**Question**

Cubic NaCaI₃ is squeezed or stretched equally along all three axes, and its band gap is computed with three density functionals. The highest filled state lies at the point R of the Brillouin zone, the lowest empty one at Γ. Strain is the percentage change of the cell edge.

Cubic perovskite NaCaI₃ (Pm-3m, unstrained a = 6.126 Å), plane-wave PAW DFT with Ansatz 0.2.0, no spin polarisation. Hydrostatic strain is applied to the cell relaxed with r2SCAN, and changes are relative to that cell under the same functional. The k mesh is 2×2×2 for HSE06 and 4×4×4 for PBE and r2SCAN; the cutoff is 500 eV for r2SCAN and 420 eV for the others.

```tsv
functional	strain (%)	band gap (eV)	band gap change (eV)	least direct gap change (eV)
HSE06	-1	3.327	-0.013	-0.033
HSE06	0.5	3.345	0.005	0.005
PBE	-1	2.393	-0.009	-0.010
PBE	0.5	2.406	0.004	0.001
r2SCAN	-1	3.058	-0.018	-0.031
r2SCAN	0.5	3.083	0.008	0.005
```

Three explanations are offered:

- A: electrons in a smaller box have wider level spacings, and the gap follows them.
- B: the iodine valence band becomes wider when the iodines approach one another.
- C: the functionals differ in their response because they differ in the gap itself.

(a) Decide between A and B. (b) Test C.

**Model answer**

(a) Explanation A is tempting because the kinetic energy in a box does grow as 1/a², with a the cell edge. Applied to the HSE06 gap, a compression of 1 % should then open it by about 68 meV. The calculation closes it by 13 meV, and the sign is wrong in the other five rows too. In a box the higher level always rises more on compression. In a crystal each band edge responds through its own orbitals and their overlaps, so the lower edge can rise more.

Explanation B looks at the two levels. At Γ, neighbouring cells carry the same wave with the same phase; at R the phase alternates along each axis. The valence top in such a halide consists of iodine 5p orbitals, and at R it has almost no bonding with calcium. What raises it is the unfavourable overlap between neighbouring iodines. Compression strengthens this overlap and lifts the top at R towards the empty states; expansion does the reverse. This assignment is argued from symmetry and the known chemistry of halides.

It can be turned into a number. Let D be the direct gap at Γ and W the height of the valence top at R above that at Γ. The indirect gap is then exactly D − W. The model assumes that D stays fixed and that W follows the usual rule of thumb for p–p overlap, 1/a². For a strain s, written as a fraction, the gap changes by W₀[1 − (1 + s)⁻²], where W₀ is the unstrained height.

For HSE06, W₀ is 375 meV. An expansion of 0.5 % multiplies W by 1/1.005² ≈ 0.990, so the gap should open by 375 meV × 0.0099 ≈ 3.7 meV. The calculation gives 5.2 meV. The model has no adjustable constant and gets the sign right in all six rows, but its share of the computed change runs from about two fifths with r2SCAN to nearly all with PBE at expansion. The sign alone proves little, since the model gives it whenever the valence top lies higher at R than at Γ. The computed levels say more: in HSE06 at expansion, W really falls by 4.3 meV and D rises by 0.8 meV. B is therefore a real part of the answer; the rest comes from changes of D and from the roughness of the 1/a² rule. For compression this split is not available, and B rests on the model.

(b) PBE and HSE06 alone would make C look convincing: at 1 % compression both gaps shrink by nearly the same fraction, about 0.4 %. By that proportion the r2SCAN gap should close by 12 meV, yet it closes by 18 meV. The strongest response thus belongs to the functional with the middle gap, and on these numbers C fails.

The levels at 0.5 % expansion show where r2SCAN departs. The fall of W opens the gap by about 3 meV in PBE and by roughly 3 meV at most in r2SCAN. The direct gap at Γ, however, rises by less than 1 meV in PBE and by roughly 5 meV or more in r2SCAN. At this strain the extra response thus comes from D, the part that model B holds fixed.

**Remarks on the reasoning**

A good answer asks which orbitals form each band edge before it predicts a sign. In gallium arsenide the direct gap opens under pressure, because the empty edge is an antibonding state that rises. In the cubic lead iodide perovskites it closes, because there the filled edge is antibonding between lead and iodine. NaCaI₃ shares the sign of the lead compounds but lacks their lead–iodine antibonding top, and its response is weak.

The column for the least direct gap is a trap. Within this range of strain the smallest direct gap changes its place between R and Γ under each functional. The column as a whole therefore mixes two transitions, and a row gives the response of one only where the place stays the same.

The effect of strain is small beside the choice of functional. From 1 % compression to 0.5 % expansion the gap moves by 13 to 26 meV, while the step from PBE to HSE06 shifts it by 0.94 eV. Spin–orbit coupling, left out here, is expected to split the threefold valence top at R and to narrow the gap by more than these strain shifts. Sodium is also small for its site, so a real crystal would probably tilt its octahedra, and strain would then change angles as well as bond lengths.

The printed analysis below compares models A and B with every row. It leaves open why the direct gap at Γ responds more strongly in r2SCAN. Since the differences are only a few meV and r2SCAN was run with a higher plane-wave cutoff, the first test is to repeat all three functionals with one cutoff and one k mesh.

Printed output of the fit:

```
Gap change and two models in meV:
     row  strain %  computed  squeezed box  valence widening  widening share %
   HSE06        -1    -12.74         67.81             -7.61             59.72
   HSE06       0.5     5.192        -33.15              3.72             71.65
     PBE        -1    -9.458         48.77            -7.048             74.51
     PBE       0.5     3.583        -23.84             3.445             96.15
  r2SCAN        -1    -17.85         62.44             -7.37             41.29
  r2SCAN       0.5     7.871        -30.53             3.603             45.77
Response and starting point:
     row  strain %  meV per % strain  change in % of gap  unstrained R above Gamma meV  zero-pressure strain %
   HSE06        -1             12.74             -0.3816                         374.8                  0.4185
   HSE06       0.5             10.38              0.1555                         374.8                  0.4185
     PBE        -1             9.458             -0.3937                         347.1                   0.373
     PBE       0.5             7.166              0.1492                         347.1                   0.373
  r2SCAN        -1             17.85             -0.5804                           363                0.001519
  r2SCAN       0.5             15.74              0.2559                           363                0.001519
HSE06 at +0.5 % rise of Gamma-Gamma gap in meV: 0.846
HSE06 at +0.5 % valence narrowing in meV: 4.346
PBE at +0.5 % rise of Gamma-Gamma gap in meV: 0.661
PBE at +0.5 % valence narrowing in meV: 2.922
r2SCAN at +0.5 % rise of Gamma-Gamma gap at least (rounded) in meV: 5
r2SCAN at +0.5 % valence narrowing at most (rounded) in meV: 2.871
HSE06 gap change from -1 % to +0.5 % in meV: 17.94
PBE gap change from -1 % to +0.5 % in meV: 13.04
r2SCAN gap change from -1 % to +0.5 % in meV: 25.72
HSE06 less PBE unstrained gap in eV: 0.9374
r2SCAN change at -1 % if proportional to gap as in PBE in meV: -12.11
HSE06 change at -1 % if proportional to gap as in PBE in meV: -13.15
```
